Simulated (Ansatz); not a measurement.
A series in volume scale on C

Results calculated with Ansatz 0.2.0, not measured. Plane-wave DFT, scalar-relativistic PAW made under PBE with cores redone for the functional, no dispersion; the given relaxed cell is scaled uniformly, energy at zero smearing counts from the unscaled cell, pressure at the given Fermi-Dirac smearing is positive in compression.

The cell before it is scaled or strained (space group P6_3/mmc, No. 194):
```
CELL_PARAMETERS angstrom
2.47710 0.00000 0.00000
-1.23860 2.14530 0.00000
0.00000 0.00000 9.65450
ATOMIC_POSITIONS crystal
C 0.00000 0.00000 0.25000
C 0.00000 0.00000 0.75000
C 0.33333 0.66667 0.25000
C 0.66667 0.33333 0.75000
```

Settings of every row: spin polarised no; functional RPBE; wave cutoff 420 eV; smearing width 0.05 eV; k mesh 14x14x3.

Atom starting moment: 0 on all atoms.

Limits: a layered crystal: even scaling strains the bonds within the layers, so this curve is stiffer than the crystal under pressure; bonds stretch with the cell, so the curve is stiffer than the relaxed crystal; no dispersion: the cell expands far past the measured one.

| row | volume scale | V (Å³/atom) | energy change per atom (meV) | pressure (GPa) |
| --- | --- | --- | --- | --- |
| 1 | 0.88 | 11.287 | ? | ? |
| 2 | 0.92 | 11.8 | 54.23 | 18.05 |
| 3 | 0.96 | 12.313 | 12.69 | 8.19 |
| 4 | 1.04 | 13.339 | 11.29 | -6.83 |
| 5 | 1.08 | 13.852 | 42.54 | -12.51 |
| 6 | 1.12 | 14.365 | 90.41 | -17.24 |

Question: what energy change per atom and pressure should row 1 give?

Worked fit of energy change per atom. Take u = (V_r/V)^(2/3) − 1 with V_r = 13.339 Å³ an atom, which is twice the finite (Eulerian) strain; such expansions in the strain, on which the Birch-Murnaghan equation of state is built, carry the rest volume and the bulk modulus. The shown rows have u = 0.08516, 0.05481, 0, -0.02484, -0.0482. Least squares give energy change per atom = 11.411 − 862.055 × u + 16049.81 × u² meV; a straight line predicts inner rows, each left out in turn, worse (root mean square 31 against 0.4 meV). The rows lie off it by -0.17, 0.31, -0.12, -0.19, 0.16 (root mean square 0.2 meV). The withheld row has u = 0.1178, so the fit gives 11.411 − 862.055 × (0.1178) + 16049.81 × (0.1178)² = 132.58 meV.

The calculation gave 130.46 meV. The fit lies 2.12 meV (1.6 % of the value, 1.8 % of the column's range) above it; its largest miss of a shown row is 0.31 meV. This row lies beyond the range of the fit.

Worked fit of pressure. Take u = (V_r/V)^(2/3) − 1 with V_r = 13.339 Å³ an atom, which is twice the finite (Eulerian) strain; such expansions in the strain, on which the Birch-Murnaghan equation of state is built, carry the rest volume and the bulk modulus. The shown rows have u = 0.08516, 0.05481, 0, -0.02484, -0.0482. Least squares give pressure = −6.839 + 243.19 × u + 574.44 × u² GPa; a straight line predicts inner rows, each left out in turn, worse (root mean square 1.1 against 0.032 GPa). The rows lie off it by 0.01, -0.03, 0.01, 0.02, -0.01. The pressure vanishes at u = 0.0265, or V = 12.83 Å³ an atom, and there the bulk modulus at fixed shape and fractions is B = −V dP/dV = (2/3)(1 + u) dP/du = 187 GPa. Letting shape and atoms relax would as a rule lower it, by much in layered, chain or molecular crystals. The withheld row has u = 0.1178, so the fit gives −6.839 + 243.19 × (0.1178) + 574.44 × (0.1178)² = 29.78 GPa.

The calculation gave 29.94 GPa. The fit lies 0.16 GPa (0.34 % of the column's range) below it; its largest miss of a shown row is 0.03 GPa. This row lies beyond the range of the fit.
